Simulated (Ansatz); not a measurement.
**Ligand exchange: C4H9Cl + SiH3(OH) → C4H10O + SiH3Cl**

Species: C4H9Cl (1-chloro-2-methylpropane) `CC(C)CCl`, singlet; SiH3(OH) (silanol), singlet; C4H10O (2-methyl-1-propanol) `CC(C)CO`, singlet; SiH3Cl (chlorosilane) `[SiH3]Cl`, singlet. The partners trade Cl for OH: C–Cl and Si–OH bonds give way to C–OH and Si–Cl.

Shapes, held fixed at every level: PBE0-D4/def2-TZVP. Flexible molecules stand in one conformer, not always the lowest. Programs: Ansatz 0.2.0. Electronic energies: no zero-point or thermal term.

| level | kind | ΔE (kJ/mol) | less CCSD(T)/CBS estimate | CPU time (sum over the molecules) |
| --- | --- | --- | --- | --- |
| PBE-D4/def2-TZVPP | GGA | +14.1 | -8.2 | 31 s |
| wB97X-V/def2-TZVPP | range-separated hybrid | +16.5 | -5.8 | 75 s |
| B2PLYP/def2-TZVPP | double hybrid | +21.5 | -0.8 | 59 s |
| MP2/def2-TZVPP | perturbation theory | +25.9 | +3.6 | – |
| CCSD(T)/def2-TZVPP | coupled cluster or CI | +20.9 | -1.4 | 28 min |
| CCSD/def2-TZVPP | coupled cluster or CI | +20.0 | -2.3 | – |
| CCSD(T)/CBS estimate | coupled cluster or CI | +22.3 | 0.0 | 33 min |

The highest level, CCSD(T)/CBS estimate, gives ΔE = +22.3 kJ/mol; the levels span +14.1 to +25.9. The column of differences is taken from that level and isn't an error. No measured value is set beside it here. The CBS estimate extrapolates MP2 from def2-TZVPP and def2-QZVPP and adds CCSD(T) − MP2 in the triple-zeta set, cores frozen. Times are processor times on shared x86 and Arm servers, and rough.

The exchange is uphill at every level, so chlorine on carbon and hydroxyl on silicon is the favoured pairing, by +22.3 kJ/mol at the highest level. Both ligands bind through polar bonds to electropositive silicon, but oxygen gains more from the move away from carbon: it is the more electronegative and smaller atom, and its lone pairs can delocalise into the σ* orbitals of the silyl group. The Si–O bond's advantage over C–O therefore outweighs that of Si–Cl over C–Cl.

The small step from CCSD to CCSD(T) suggests that connected triples largely cancel between the two sides, as expected for closed-shell molecules with ordinary single bonds. MP2 overestimates the preference, and its gap to CCSD(T) is wider in the same triple-zeta basis than against the extrapolated value, so basis incompleteness hides part of its deviation. PBE-D4 gives the weakest preference, probably through an uneven description of the polar bonds being exchanged. The reaction energy doesn't show whether direct exchange could compete kinetically with alkoxysilane formation from the alcohol and chlorosilane.
